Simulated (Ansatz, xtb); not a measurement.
## Ligand exchange: HCl + CH2F2O → H2O + CHClF2

Species: HCl (hydrogen chloride), singlet; CH2F2O `OC(F)F`, singlet; H2O (water) `O`, singlet; CHClF2 `FC(F)Cl`, singlet. The partners trade Cl for OH: H–Cl and C–OH bonds give way to H–OH and C–Cl.

Shapes, held fixed at every level: PBE0-D4/def2-TZVP. Flexible molecules stand in one conformer, not always the lowest. Programs: Ansatz 0.2.0, xtb 6.7.1. The zero-point and thermal change to 298 K, harmonic and unscaled (PBE0-D4/def2-TZVP), is +2.7 kJ/mol.

Question: Estimate ΔH(298 K) of this reaction.

Answer: The highest level, CCSD(T)/CBS estimate, gives ΔH(298 K) = +40.7 kJ/mol; the levels span +40.7 to +72.4. The column of differences is taken from that level and isn't an error. No measured value is set beside it here. The CBS estimate extrapolates MP2 from def2-TZVPP and def2-QZVPP and adds CCSD(T) − MP2 in the triple-zeta set, cores frozen. Times are processor times on shared x86 and Arm servers, and rough.

```csv
level,kind,ΔH(298 K) (kJ/mol),less CCSD(T)/CBS estimate,CPU time (sum over the molecules)
GFN1-xTB,semi-empirical,+63.0,+22.3,0.089 s
HF/def2-TZVPP,Hartree–Fock,+61.7,+21.0,–
SPW92/def2-TZVPP,LDA,+47.2,+6.5,3.5 s
B3LYP-D4/def2-TZVPP,global hybrid,+43.7,+3.0,9.3 s
PBE0-D4/def2-TZVPP,global hybrid,+44.1,+3.4,7 s
B2PLYP/def2-TZVPP,double hybrid,+45.8,+5.1,12 s
CCSD(T)/def2-SVP,coupled cluster or CI,+71.0,+30.3,5.2 s
CCSD/def2-SVP,coupled cluster or CI,+72.4,+31.7,–
CCSD(T)/CBS estimate,coupled cluster or CI,+40.7,0.0,97 s
```

Replacing OH by Cl on the difluoromethyl carbon is clearly endothermic: every level gives a positive enthalpy, with +40.7 kJ/mol at the highest. Forming the strong O–H bond of water in place of H–Cl doesn't repay the loss of the C–O bond. That bond is unusually strong in difluoromethanol, because an oxygen lone pair donates into the C–F σ* orbitals, the anomeric effect; chlorine is a poorer donor and binds carbon more weakly. Methanol lacks this stabilisation, and its corresponding exchange with HCl is exothermic, so the fluorines probably account for the reversed sign here.

In def2-SVP, CCSD and CCSD(T) nearly agree, yet both lie far above the extrapolated value, which points to the small basis rather than the triples as the main source of their deviation. With similar molecules on both sides and no change in their number, the gas-phase equilibrium should favour the alcohol and HCl. This doesn't establish that the alcohol persists, since loss of HF to give formyl fluoride is a competing path.
